The table lists levels of cobalt disilicide, CoSi₂, at four k points, from a density-functional calculation. Point 1 is the zone centre Γ. Point 2 lies most of the way from Γ to L, along a body diagonal of the cube. Points 3 and 4 lie 4/9 and 2/3 of the way from Γ to X, along a cube axis. Energies count from the Fermi energy; "level under 1" is the nearest level below it and "level over 1" the nearest above. The columns rank levels at each point and do not follow a band from one point to the next.

Kohn–Sham levels of CoSi₂ (Fm-3m, primitive cell) at four points of a 9×9×9 k mesh, relative to the Fermi energy, calculated with ABINIT 10.8.3 using the PBE functional and JTH PAW v2.0 datasets. The run used collinear spins without spin–orbit coupling, a plane-wave cutoff of 707.5 eV and Fermi–Dirac occupations with a width of 0.05 eV.

```tsv
row	level point (row)	level under 4 (eV)	level under 3 (eV)	level under 2 (eV)	level under 1 (eV)	level over 1 (eV)	level over 2 (eV)	level spin
1	1	-4.059	-4.059	-1.866	-1.866	0.748	3.448	up
2	1	-4.059	-4.059	-1.866	-1.866	0.748	3.448	down
3	2	-1.668	-1.668	-0.315	-0.315	2.705	3.479	up
4	2	-1.668	-1.668	-0.315	-0.315	2.705	3.479	down
5	3	-3.995	-3.995	-2.960	-1.639	0.048	0.048	up
6	3	-3.995	-3.995	-2.960	-1.639	0.048	0.048	down
7	4	-1.444	-1.232	-1.115	-1.115	1.548	3.096	up
8	4	-1.444	-1.232	-1.115	-1.115	1.548	3.096	down
```

**(a) Each point has a wide space between its nearest levels below and above the Fermi energy. The calculation treats 25 electrons per primitive cell and leaves the closed inner shells frozen. Does CoSi₂ have a band gap?**

*Solution.* The local spaces run from 1.7 to 3.0 eV. Even when the four points are pooled, an empty window remains, from −0.315 eV at point 2 to 0.048 eV at point 3. Judged by these points alone, CoSi₂ would pass for a semiconductor with a gap of 0.36 eV.

Counting electrons shows why this is wrong. Spin-up and spin-down levels agree in every row, and the run ended with no magnetic moment, so each spin takes half of the electrons, 25/2 = 12.5 per cell. In a crystal with a gap, every k point has the same whole number of filled bands, and the average over the zone is that whole number. An average of 12.5 is impossible then: some regions must have at most 12 filled bands and others at least 13. Between them a band crosses the Fermi energy, and the crystal is a metal, as the calculation on the full mesh also finds.

The window is therefore an effect of sampling: the crossings lie between the listed points. An even number of electrons would permit a gap but not enforce one. For a silicide contact on silicon this matters, because the carriers come from the electron count and need no doping. The resistance of the contact and its barrier to silicon depend on more than this count.

**(b) At Γ the two nearest levels below the Fermi energy coincide. At point 2 they still do, but at point 3 they are 1.3 eV apart. Why does the direction matter?**

*Solution.* Start from the limit of full symmetry. At Γ the three cube axes are equivalent, and this allows levels that are exactly twofold or threefold for each spin. The pair at −1.866 eV is twofold, since its neighbours on both sides have other energies.

Now move away from Γ. A step along the body diagonal treats the three axes alike, and rotation by a third of a turn still mixes the two partners, so a twofold level stays a pair. A step along one cube axis singles that axis out. The partners then behave like the functions z² and x² − y², one pointing along the chosen axis and one lying across it, and nothing keeps their energies equal.

This allows exact pairs to fill all four places below the Fermi energy at point 2, while single levels appear among them at points 3 and 4. The singles at −2.960 and −1.639 eV at point 3 may be the split pair from Γ, but their rank alone does not identify them: the single level at 0.748 eV at Γ, for instance, could have come down to one of these places. Symmetry decides which levels may coincide; how far the others separate depends on the bonding.

**(c) Point 3 nevertheless has an exact pair, at 0.048 eV. Where can it come from, is it empty, and where does it go?**

*Solution.* Along a cube axis a threefold level splits into a single level and a pair: the two directions across the axis remain equivalent. The pair at 0.048 eV must therefore descend from a threefold level at Γ, and not from the twofold level at −1.866 eV or the single one at 0.748 eV. The levels listed at Γ leave room for a threefold one only at −4.059 eV or below, or at 3.448 eV or above. The upper range is the likelier origin, because point 3 has another pair, at −3.995 eV, that lies close to the lower one.

In this calculation it is not empty, although it stands in the "over" columns. The occupations follow the Fermi-Dirac rule with a width of 0.05 eV, so each state of the pair is filled to

1/(exp(0.048/0.05) + 1) = 1/(2.61 + 1) ≈ 0.28.

With two levels and two spins, the pair holds 4 × 0.28 ≈ 1.1 electrons at this k point. The width is a numerical setting that helps the run converge, not a property of the crystal. With the same levels and sharp filling at zero temperature, the pair would be empty.

At point 4 a pair lies at −1.115 eV. The simplest reading is that the same pair has fallen by 1.2 eV and crossed the Fermi energy on the way. Pairs along a cube axis share the same symmetry, so they avoid each other and keep their order. Had the near pair stayed above the Fermi energy, it would have to lie at 3.096 eV or higher at point 4, and the pair at −1.115 eV would have to come from −3.995 eV or below. That means two climbs of about 3 eV over the same short stretch. The fall would add two filled bands per spin, the kind of change that part (a) demands.

The exact place of this crossing is less certain than its existence. Spin-orbit coupling, left out here, could shift or split the pair by several hundredths of an eV, as much as its distance from the Fermi energy. The k mesh and the plane-wave cutoff are usual working values, not converged limits, and the atoms are held still. With a pair this close to the Fermi energy, even a small shift from any of these could move the crossing. The output below gives the level differences and occupations used here.

Numerical output:

```
Local separations and steps in eV:
  row  share of path to L or X  over 1 minus under 1  under 1 minus under 2  under 3 minus under 4  over 2 minus over 1
    1                        0                 2.614                      0                      0                  2.7
    2                        0                 2.614                      0                      0                  2.7
    3                   0.8889                  3.02                      0                      0                0.774
    4                   0.8889                  3.02                      0                      0                0.774
    5                   0.4444                 1.687                  1.321                      0                    0
    6                   0.4444                 1.687                  1.321                      0                    0
    7                   0.6667                 2.663                      0                  0.212                1.548
    8                   0.6667                 2.663                      0                  0.212                1.548
Largest summed difference between spin up and spin down in eV: 0
Smallest local separation in eV: 1.687
Largest local separation in eV: 3.02
Highest level under the Fermi energy at the four points in eV: -0.315
Lowest level over the Fermi energy at the four points in eV: 0.048
False window left by the four points in eV: 0.363
Average number of filled bands per spin: 12.5
Fermi-Dirac occupation of the lowest over level: 0.2769
Fermi-Dirac occupation of the highest under level: 0.9982
Electrons in the near pair at point 3 with both spins: 1.108
Fall of the near pair from point 3 to the pair at point 4 in eV: 1.163
Rival reading, rise of the low pair from point 3 to point 4 in eV: 2.88
Rival reading, least rise of the near pair in eV: 3.048
Distance between the two single levels under the Fermi energy at point 3 in eV: 1.321
Second over level at the zone centre less near pair at point 3 in eV: 3.4
```
